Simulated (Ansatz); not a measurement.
## LiAu6: pressure and energy over elements against volume per atom

Density functional energy, stress (positive in compression), forces and moments (in spheres) of a cell at fixed atoms, energy at zero smearing over the elements' standard states in the same functional; plane waves with PAW datasets, Gamma-centred k mesh. The results are calculated, by Ansatz 0.2.0.

Cell of the first row (space group Fm-3m, No. 225):
```
LiAu6
1.0
      0.0000     3.8955     3.8955
      3.8955     0.0000     3.8955
      3.8955     3.8955     0.0000
Li Au
1 6
Direct
  0.00000 0.00000 0.00000
  0.50000 0.50000 0.00000
  0.50000 0.00000 0.50000
  0.00000 0.00000 0.50000
  0.00000 0.50000 0.00000
  0.00000 0.50000 0.50000
  0.50000 0.00000 0.00000
```

Settings of every row: functional PBE; dispersion none; spin none; wave cutoff 420 eV; k mesh 8x8x8; occupations gaussian; smearing width 0.1 eV.

Limits: no spin-orbit coupling, which can matter with elements this heavy; the cell comes from a prototype or a list of computed structures and needn't be the stable phase.

| row | volume per atom (Å³) | pressure (GPa) | energy over elements (eV/atom) |
| --- | --- | --- | --- |
| 1 | 16.889 | 13.37 | -0.122 |
| 2 | 17.446 | 8.02 | -0.1589 |
| 3 | 18.003 | ? | ? |
| 4 | 19.116 | -2.96 | -0.1796 |
| 5 | 19.673 | -5.37 | -0.1651 |

Question: what pressure and energy over elements should row 3 give?

Worked fit of pressure. Take u = (V_r/V)^(2/3) − 1 with V_r = 18.281 Å³ an atom, which is twice the finite (Eulerian) strain; such expansions in the strain, on which the Birch-Murnaghan equation of state is built, carry the rest volume and the bulk modulus. The shown rows have u = 0.05422, 0.03166, -0.02934, -0.04775. Least squares give pressure = 1.709 + 179.25 × u + 656.4 × u² GPa; a straight line predicts inner rows, each left out in turn, worse (root mean square 0.89 against 0.066 GPa). The rows lie off it by 0.01, -0.02, 0.03, -0.02. The pressure vanishes at u = -0.0099, or V = 18.56 Å³ an atom, and there the bulk modulus at fixed shape and fractions is B = −V dP/dV = (2/3)(1 + u) dP/du = 110 GPa. The withheld row has u = 0.01027, so the fit gives 1.709 + 179.25 × (0.01027) + 656.4 × (0.01027)² = 3.62 GPa.

The calculation gave 3.61 GPa. The fit lies 0.01 GPa (0.053 % of the column's range) above it, one unit of the last digit.

Worked fit of energy over elements. Take u = (V_r/V)^(2/3) − 1 with V_r = 18.281 Å³ an atom, which is twice the finite (Eulerian) strain; such expansions in the strain, on which the Birch-Murnaghan equation of state is built, carry the rest volume and the bulk modulus. The shown rows have u = 0.05422, 0.03166, -0.02934, -0.04775. Least squares give energy over elements = −0.18359 + 0.3203 × u + 14.96 × u² eV/atom; a straight line predicts inner rows, each left out in turn, worse (root mean square 0.02 against 0.0013 eV/atom). The rows lie off it by 0.0002, -0.0004, 0.0005, -0.0003 (root mean square 0.00037 eV/atom). The withheld row has u = 0.01027, so the fit gives −0.18359 + 0.3203 × (0.01027) + 14.96 × (0.01027)² = -0.1787 eV/atom.

The calculation gave -0.1789 eV/atom. The fit lies 0.0002 eV/atom (0.35 % of the column's range) above it; its largest miss of a shown row is 0.0005 eV/atom.
